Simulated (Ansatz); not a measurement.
A ladder of methods for SiH2SO (SMILES O[Si]S)

SiH2SO has 5 atoms, charge 0, and is taken as a singlet. As SMILES, `O[Si]S`. The coordinates come from a PBE0-D4/def2-TZVP relaxation. This is one conformer, not always the lowest.

```xyz
5

O    -1.1947   -0.6589   -0.3258
Si   -0.9568    0.9513   -0.0795
S     1.1677    1.1186    0.3603
H    -0.4894   -1.3081   -0.2672
H     1.5230   -0.1765    0.2707
```

Quantity: the vertical electron affinity (to the doublet anion), in eV. The values are calculated.

The electron affinity is E(neutral) − E(anion): positive where the electron is bound.

| level | kind | program | value (eV) | less FCI/STO-3G | CPU time (all runs) |
| --- | --- | --- | --- | --- | --- |
| SVWN5/STO-3G | LDA | Ansatz | -6.32 | +0.53 | 1.9 s |
| PBE/STO-3G | GGA | Ansatz | -6.21 | +0.64 | 3 s |
| PBE0/STO-3G | global hybrid | Ansatz | -5.81 | +1.04 | 3.3 s |
| wB97M-V/STO-3G | range-separated hybrid | Ansatz | -6.00 | +0.85 | 46 s |
| wB97X/STO-3G | range-separated hybrid | Ansatz | -5.65 | +1.20 | 15 s |
| B2PLYP/STO-3G | double hybrid | Ansatz | -6.17 | +0.68 | 4.1 s |
| RPA@PBE/STO-3G | RPA | Ansatz | -7.15 | -0.30 | 4 s |
| MP2/STO-3G | perturbation theory | Ansatz | -6.65 | +0.20 | 0.3 s |
| CCSDT/STO-3G | coupled cluster or CI | Ansatz | -6.85 | 0.00 | 1.2 s |
| FCI/STO-3G | exact in the basis | Ansatz | -6.85 | 0.00 | 29 s |

FCI/STO-3G is exact within its basis and frozen core, so for wave-function methods in that basis the difference is their error; functionals converge differently with the basis, so for them it is only a difference. The values span -7.15 to -5.65 eV. All rows use very small basis sets, so even the best lies far from the true value. Negative values mean that the anion is unbound at that level; they are set by how diffuse the basis is and aren't properties of the molecule. CPU times are rough (shared hosts, several kinds of processor): they show what a rung costs within a factor of a few.

The singlet is a silylene, with a lone pair on silicon and a formally empty silicon 3p orbital that should take the extra electron. Oxygen and sulfur donate π density into this orbital, which raises it and weakens its acceptor character. In the calculation the electron must also enter valence functions sized for neutral atoms, where it can't spread out to relieve its repulsion with the other electrons. This confinement accounts for the strongly negative values at every level.

CCSDT reproduces the FCI affinity, so connected excitations beyond triples barely affect this energy difference. MP2 makes attachment too favourable by 0.20 eV, probably because it misses some of the neutral's correlation from lone-pair excitations into the empty 3p orbital, which the added electron partly blocks. RPA errs the other way, by -0.30 eV, so perturbative or ring-type correlation has no common direction of error here. The CCSDT agreement concerns a difference between two states and doesn't establish that each total energy is equally converged.
